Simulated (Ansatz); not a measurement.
Cd: pressure and energy change per atom as volume scale varies

Plane-wave DFT, scalar-relativistic PAW made under PBE with cores redone for the functional, no dispersion; the given relaxed cell is scaled uniformly, energy at zero smearing counts from the unscaled cell, pressure at the given Fermi-Dirac smearing is positive in compression. The results are calculated, by Ansatz 0.2.0.

The cell before it is scaled or strained (space group P6_3/mmc, No. 194):
```
cell vectors (Å)
   3.2500     0.0000     0.0000
  -1.6250     2.8146     0.0000
   0.0000     0.0000    10.6494
atoms (fractions of the cell vectors)
Cd  0.00000  0.00000  0.00000
Cd  0.00000  0.00000  0.50000
Cd  0.33333  0.66667  0.25000
Cd  0.66667  0.33333  0.75000
```

Settings of every row: spin polarised no; functional RPBE; wave cutoff 420 eV; smearing width 0.1 eV; k mesh 13x13x4.

Atom starting moment: 0 on all atoms.

Limits: the cell comes from a prototype or a list of computed structures and needn't be the stable phase.

```csv
row,volume scale,V (Å³/atom),pressure (GPa),energy change per atom (meV)
1,0.88,21.431,?,?
2,0.92,22.405,3.27,17.73
3,0.96,23.38,1.38,3.87
4,1.04,25.328,-1.08,3.59
5,1.08,26.302,-1.84,12.67
6,1.12,27.276,-2.37,25.67
```

Question: what pressure and energy change per atom should row 1 give?

Worked fit of pressure. Take u = (V_r/V)^(2/3) − 1 with V_r = 25.328 Å³ an atom, which is twice the finite (Eulerian) strain; such expansions in the strain, on which the Birch-Murnaghan equation of state is built, carry the rest volume and the bulk modulus. The shown rows have u = 0.08519, 0.0548, 0, -0.02484, -0.0482. Least squares give pressure = −1.089 + 35.289 × u + 184.87 × u² GPa; a straight line predicts inner rows, each left out in turn, worse (root mean square 0.36 against 0.026 GPa). The rows lie off it by 0.01, -0.02, 0.01, 0.01, -0.01. The withheld row has u = 0.11782, so the fit gives −1.089 + 35.289 × (0.11782) + 184.87 × (0.11782)² = 5.64 GPa.

The calculation gave 5.78 GPa. The fit lies 0.14 GPa (2.4 % of the value, 1.7 % of the column's range) below it; its largest miss of a shown row is 0.02 GPa. This row lies beyond the range of the fit.

Worked fit of energy change per atom. Take u = (V_r/V)^(2/3) − 1 with V_r = 25.328 Å³ an atom, which is twice the finite (Eulerian) strain; such expansions in the strain, on which the Birch-Murnaghan equation of state is built, carry the rest volume and the bulk modulus. The shown rows have u = 0.08519, 0.0548, 0, -0.02484, -0.0482. Least squares give energy change per atom = 3.372 − 240.262 × u + 4754.06 × u² meV; a straight line predicts inner rows, each left out in turn, worse (root mean square 9.4 against 0.78 meV). The rows lie off it by 0.32, -0.61, 0.22, 0.40, -0.33 (root mean square 0.4 meV). The withheld row has u = 0.11782, so the fit gives 3.372 − 240.262 × (0.11782) + 4754.06 × (0.11782)² = 41.06 meV.

The calculation gave 44.9 meV. The fit lies 3.84 meV (8.6 % of the value, 9.3 % of the column's range) below it; its largest miss of a shown row is 0.61 meV. This row lies beyond the range of the fit.
